\section*{Kinetically matched G-spinors: a one-exponent model}

\subsection*{1. Conventions}

Write $\psi=r^{-1}\bigl(P\,\chi_{\kappa m},\; iQ\,\chi_{-\kappa m}\bigr)^{T}$, with $\kappa=-(l+1)$ for $j=l+\tfrac12$ and $\kappa=l$ for $j=l-\tfrac12$; $l$ belongs to the large component. Energies are counted from $+mc^2$. With $D=d/dr+\kappa/r$ and $D^\dagger=-d/dr+\kappa/r$, the radial Dirac equations are
\begin{equation}
VP+c\hbar D^\dagger Q=EP,\qquad c\hbar DP+(V-2mc^2)Q=EQ .
\end{equation}
Since $\kappa(\kappa+1)=l(l+1)$ in both cases,
\begin{equation}
D^\dagger D=-\frac{d^2}{dr^2}+\frac{l(l+1)}{r^2}=\frac{2m}{\hbar^2}\hat T_l ,
\end{equation}
with $\hat T_l$ the Schr\"odinger radial kinetic energy. The second Dirac equation gives $Q=c\hbar DP/(2mc^2+E-V)$, which tends to $(\hbar/2mc)DP$ where $|E-V|\ll 2mc^2$.

\subsection*{2. General statement}

Restricted kinetic balance (kinetic balance: Stanton and Havriliak, 1984) pairs each large function $f_i$ with one small function $g_i=(\hbar/2mc)Df_i$. For $f=r^{l+1}e^{-\zeta r^2}$,
\begin{equation}
Df=\bigl[(l+1+\kappa)-2\zeta r^2\bigr]r^{l}e^{-\zeta r^2}
=\begin{cases}-2\zeta\,r^{l+2}e^{-\zeta r^2}, & \kappa=-(l+1),\\ \bigl[(2l+1)-2\zeta r^2\bigr]r^{l}e^{-\zeta r^2}, & \kappa=l.\end{cases}
\end{equation}
For a finite nucleus $V(0)$ is finite, so exact solutions start as $P\sim r^{l+1}$ and $Q\sim r^{l+2}$ or $r^{l}$: the same powers. Boundary terms vanish, and
\begin{align}
H^{LS}_{ij}&=c\hbar\langle f_i|D^\dagger g_j\rangle=\frac{\hbar^2}{2m}\langle f_i|D^\dagger D f_j\rangle=T_{ij},\\
S^{SS}_{ij}&=\frac{\hbar^2}{4m^2c^2}\langle Df_i|Df_j\rangle=\frac{T_{ij}}{2mc^2}.
\end{align}
The rest-mass term is $-2mc^2S^{SS}=-T$. With $W_{ij}=\langle g_i|V|g_j\rangle$,
\begin{equation}
\begin{pmatrix}V&T\\T&W-T\end{pmatrix}\begin{pmatrix}A\\B\end{pmatrix}
=E\begin{pmatrix}S&0\\0&T/2mc^2\end{pmatrix}\begin{pmatrix}A\\B\end{pmatrix}.
\end{equation}
$S$, $T$, $V$ depend on $l$ only. All dependence on $j$ sits in $W$.

From here on atomic units: $\hbar=m=e=4\pi\epsilon_0=1$, $c=137.036$, $2c^2=37557.73\,E_h$, exponents in $a_0^{-2}$.

\subsection*{3. Integrals}

The nuclear charge $Z(\eta/\pi)^{3/2}e^{-\eta r^2}$ has $\langle r^2\rangle=3/2\eta$ and gives $V=-Z\,\mathrm{erf}(\sqrt\eta\,r)/r$. Put $a=\zeta_i+\zeta_j$ and $x=a/(a+\eta)$. Then
\begin{align}
I_n&=\int_0^\infty r^{2n}e^{-ar^2}dr=\frac{\Gamma(n+\frac12)}{2a^{n+1/2}},\\
J_n&=\int_0^\infty r^{2n-1}\mathrm{erf}(\sqrt\eta\,r)\,e^{-ar^2}dr=\frac{(n-1)!}{2a^n}F_n .
\end{align}
Integration by parts gives $J_1$, and $J_{n+1}=-\partial J_n/\partial a$:
\begin{equation}
F_1=\sqrt{1-x},\quad F_2=F_1\bigl(1+\tfrac{x}{2}\bigr),\quad F_3=F_1\bigl(1+\tfrac{x}{2}+\tfrac{3x^2}{8}\bigr).
\end{equation}
A point nucleus has $F_n=1$; to leading order $1-F_1=x/2$ and $1-F_2=3x^2/8$. For normalised $f_i$, using $I_{l+2}=(2l+3)I_{l+1}/2a$,
\begin{equation}
S_{ij}=\left(\frac{2\sqrt{\zeta_i\zeta_j}}{\zeta_i+\zeta_j}\right)^{l+3/2},\qquad
T_{ij}=(2l+3)\frac{\zeta_i\zeta_j}{\zeta_i+\zeta_j}S_{ij}.
\end{equation}

\subsection*{4. One exponent: closed solution}

Take one normalised $f$, so $a=2\zeta$, $S=1$, $T=(2l+3)\zeta/2$. Let $U=W/S^{SS}$ be the mean potential in $g$. Normalising $g$ turns the off-diagonal element into $T/\sqrt{T/2c^2}=c\sqrt{2T}$:
\begin{equation}
\begin{pmatrix}V&c\sqrt{2T}\\c\sqrt{2T}&U-2c^2\end{pmatrix},\qquad
E_\pm=\frac{V+U}{2}-c^2\pm\sqrt{\Bigl(c^2+\frac{V-U}{2}\Bigr)^2+2c^2T}.
\end{equation}
Expansion in $c^{-2}$:
\begin{equation}
E_+=T+V+\frac{T}{2c^2}\,(U-V-T)+O(c^{-4}).
\end{equation}
The leading term is the Schr\"odinger expectation value in $f$, an upper bound to the lowest non-relativistic level of that $l$. This argument gives no bound at finite $c$.

Both $\kappa$ have $\langle Df|Df\rangle\propto a^2I_{l+2}$. With $u=Z\sqrt{a/\pi}$:
\begin{align}
s_{1/2}:&\quad V=-Z\frac{J_1}{I_1}=-2uF_1,\qquad U=-Z\frac{J_2}{I_2}=-\tfrac43uF_2,\\
p_{3/2}:&\quad V=-\tfrac43uF_2,\qquad U=-Z\frac{J_3}{I_3}=-\tfrac{16}{15}uF_3,\\
p_{1/2}:&\quad V=-\tfrac43uF_2,\qquad U=-Z\frac{9J_1-6aJ_2+a^2J_3}{a^2I_3}=-\tfrac{16}{15}u\bigl(\tfrac92F_1-3F_2+F_3\bigr).
\end{align}

\emph{Spin--orbit coupling.} For a point nucleus $U_{1/2}=-\tfrac83u$, and the $c^{-2}$ splitting is $W_{3/2}-W_{1/2}=(5a/8c^2)(8u/5)=au/c^2$. The Pauli term $(Z/2c^2r^3)\,\mathbf l\cdot\mathbf s$ gives $(3Z/4c^2)\langle r^{-3}\rangle$ with $\langle r^{-3}\rangle=4a^{3/2}/3\sqrt\pi$, which is again $au/c^2$. The two-term small function carries the Pauli splitting exactly at this order.

\emph{Breaking the match.} For any normalised small function $\tilde g$ the off-diagonal element is $c\langle\tilde g|Df\rangle$. The formula for $E_\pm$ holds with $T\to T_{\rm eff}=\tfrac12\langle\tilde g|Df\rangle^2$, and Cauchy--Schwarz gives $T_{\rm eff}\le T$, with equality only for $\tilde g\propto Df$. For $\kappa=l$ and a single term kept,
\begin{equation}
\tilde g\propto r^{l}e^{-\zeta r^2}:\ \frac{T_{\rm eff}}{T}=\frac{2l+1}{2l+3},\qquad
\tilde g\propto r^{l+2}e^{-\zeta r^2}:\ \frac{T_{\rm eff}}{T}=\Bigl(\frac{2l-1}{2l+3}\Bigr)^2 .
\end{equation}
For $p_{1/2}$ these are $3/5$ and $1/25$. The first choice has $U=-2uF_1$.

\subsection*{5. Numbers for one-electron Hg$^{79+}$}

Inputs: $Z=80$; assumed typical nuclear exponent $\eta=1.40\times10^{8}$, i.e.\ an rms radius of 5.48 fm; assumed illustrative even-tempered set $\zeta_k=320\times2.5^{k}$. Use $\zeta_2=2000$ for $s$ ($u=2854.60\,E_h$, $x=2.857\times10^{-5}$, $S^{SS}=0.0799$) and $\zeta_0=320$ for $p$ ($u=1141.84\,E_h$, $x=4.571\times10^{-6}$, $S^{SS}=0.0213$). The exact point-nucleus levels are
\begin{equation}
E_{n\kappa}=c^2\left[\Bigl(1+\frac{(Z/c)^2}{(n-|\kappa|+\gamma)^2}\Bigr)^{-1/2}-1\right],\qquad \gamma=\sqrt{\kappa^2-(Z/c)^2}.
\end{equation}
All entries in $E_h$:
\begin{center}
\begin{tabular}{lrrrrrr}
\hline
 & $T_{\rm eff}$ & $V$ & $U$ & $E_-$ & $E_+$ & $E_{n\kappa}$\\
\hline
$1s_{1/2}$ & 3000 & $-5709.12$ & $-3806.13$ & $-44284.70$ & $-2788.27$ & $-3532.19$\\
$2p_{3/2}$ & 800 & $-1522.45$ & $-1217.96$ & $-39565.49$ & $-732.66$ & $-817.81$\\
$2p_{1/2}$ & 800 & $-1522.45$ & $-3044.89$ & $-41356.90$ & $-768.18$ & $-904.85$\\
$2p_{1/2}$, $\tilde g\propto re^{-\zeta r^2}$ & 480 & $-1522.45$ & $-2283.67$ & $-40306.23$ & $-1057.63$ & $-904.85$\\
\hline
\end{tabular}
\end{center}

Remarks.
\begin{itemize}
\item The matched $E_+$ lie above the exact levels by 21, 10 and 15 per cent of the binding energy. This is the basis-set error of a single Gaussian.
\item The one-term $p_{1/2}$ spinor lies $152.8\,E_h$ \emph{below} the exact level. It loses $320\,E_h$ of kinetic energy, and the defect survives $c\to\infty$, where $E_+\to V+\tfrac35T$.
\item Both $2p$ rows share $T+V=-722.45\,E_h$. The model's splitting is $35.52\,E_h$; its $c^{-2}$ part is $38.91\,E_h$, the remainder being higher orders.
\item The exact splitting is $87.04\,E_h$, so the model recovers only 41 per cent. The $2p_{1/2}$ level depends on the region near the nucleus, where the point-nucleus functions go as $r^{\gamma}$ with $\gamma=0.812$; one diffuse Gaussian cannot describe it.
\item Nuclear size in the model raises $V(1s)$ by $0.082\,E_h$ and $U(2p_{1/2})$ by $0.013\,E_h$, both through $F_1$. The $p_{1/2}$ spinor feels the nucleus at first order in $x$ only through the $r^{l}$ term of $g$.
\item The reference neglects nuclear size. A first-order estimate, $\langle Z\,\mathrm{erfc}(\sqrt\eta\,r)/r\rangle$ over the exact $1s$ density $\propto r^{2\gamma}e^{-2Zr}$, is $2.5\,E_h$, small against the $744\,E_h$ basis-set error. The $2p$ densities at the nucleus are lower. Resolving such shifts needs exponents up to the order of $\eta$.
\end{itemize}

For W$^{73+}$ ($Z=74$, assumed typical $\eta=1.48\times10^8$, same $\zeta_0$) $T$ and $S^{SS}$ are unchanged. The model gives $-618.94$ and $-651.86\,E_h$, a splitting of $32.93\,E_h$, which is 54 per cent of the exact point-nucleus $61.22\,E_h$.

\subsection*{6. Comparison with the general statement}

Set $V=W=0$ in the $2N\times2N$ problem. $T$ is positive definite, so the lower row gives $A=(1+E/2c^2)B$. The upper row becomes $TB=E(1+E/2c^2)SB$. If $\epsilon_k$ are the roots of $\det(T-\epsilon S)=0$, then
\begin{equation}
E_{k,\pm}=-c^2\pm\sqrt{c^4+2c^2\epsilon_k},\qquad k=1,\dots,N .
\end{equation}
This is the free dispersion relation with $p^2=2\epsilon_k$: $N$ roots above 0, $N$ below $-2c^2$, none in the gap, identical for both $\kappa$ of one $l$. For $N=1$, $\epsilon=T$, and the formula of Section 4 at $V=U=0$ is recovered.

Two neighbours of the set, $l=1$, $\zeta=320$ and $800$: $S_{12}=(40/49)^{5/4}=0.7759$, $T_{11}=800$, $T_{22}=2000$, $T_{12}=886.79\,E_h$. The quadratic $(800-\epsilon)(2000-\epsilon)=(T_{12}-\epsilon S_{12})^2$ has roots $713.8$ and $2864.3\,E_h$. The four Dirac roots are $700.8$, $2674.0$, $-38258.5$ and $-40231.7\,E_h$, for $p_{1/2}$ and $p_{3/2}$ alike.

In an even-tempered set of ratio $\beta$, $S_{ij}$ and $T_{ij}/\sqrt{\zeta_i\zeta_j}$ depend on $i-j$ only: with $\theta=\tfrac12(i-j)\ln\beta$, $S_{ij}=(\cosh\theta)^{-(l+3/2)}$ and $T_{ij}=(l+\tfrac32)\sqrt{\zeta_i\zeta_j}\,(\cosh\theta)^{-(l+5/2)}$. After normalisation of the $g_i$ the small overlap is $(\cosh\theta)^{-(l+5/2)}$, the overlap of an ordinary Gaussian set with $l+1$, also for the two-term functions of $\kappa=l$.